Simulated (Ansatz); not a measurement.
## A substitution series on Si: H to Cl

Gas-phase molecules. On one Si centre that keeps I, n of the H ligands are replaced by Cl. The HOMO–LUMO gap y in eV at wB97X-V/def2-TZVPP. Shapes: PBE0-D4/def2-TZVP. Programs: Ansatz 0.2.0.

| molecule | n | y (eV) |
| --- | --- | --- |
| SiH3I | 0 | 11.22 |
| SiH2ICl | 1 | ? |
| SiHICl2 | 2 | 11.39 |
| SiICl3 | 3 | 11.20 |

Fit y = c + s·n to the known rows and predict SiH2ICl.


1. Means of the 3 rows: n = 1.66667, y = 11.270.
2. Σ(Δn)² = 4.6667, Σ(Δn·Δy) = 0.03, so the slope is 0.03/4.6667 = 0.0064285.
3. Intercept: 11.270 − (0.0064285) × 1.66667 = 11.259. The largest residual of the fit is 0.12.
4. SiH2ICl: 11.259 + (0.0064285) × 1 = 11.27 eV.

The run gave 11.38 eV, so the prediction is off by -0.11 eV, within the largest residual. The step per swap drifts from +0.16 to -0.19 eV. Other levels give for SiH2ICl: PBE-D4/def2-TZVPP 5.05; r2SCAN-D4/def2-TZVPP 5.67 eV. Orbital gaps aren't excitation energies, and the LUMO depends on the basis. For atoms past krypton def2 sets carry core potentials with scalar relativity. The series isn't monotonic at this level.

Replacing H by Cl barely changes the gap overall: it rises with the first swap, is almost flat over the second and falls back with the third, so SiICl3 ends close to SiH3I. The near-zero fitted slope therefore reflects cancellation between opposing steps, not a constant substituent effect, and the fit predicts little more than an average.

The HOMO is probably mainly an iodine 5p lone pair throughout, with a LUMO of Si–I σ* character. Electronegative chlorine makes silicon more positive and should lower both levels, leaving only a small difference in the gap. The rise then suggests that the lone pair is initially stabilised more, and the later fall that the σ* level, increasingly mixed with Si–Cl antibonding character, catches up. Without the separate orbital energies, this division remains an inference. Spin-orbit coupling would split the iodine lone pair to a degree that depends on molecular symmetry and chlorine admixture, so the ordering of such similar gaps may not survive its inclusion.
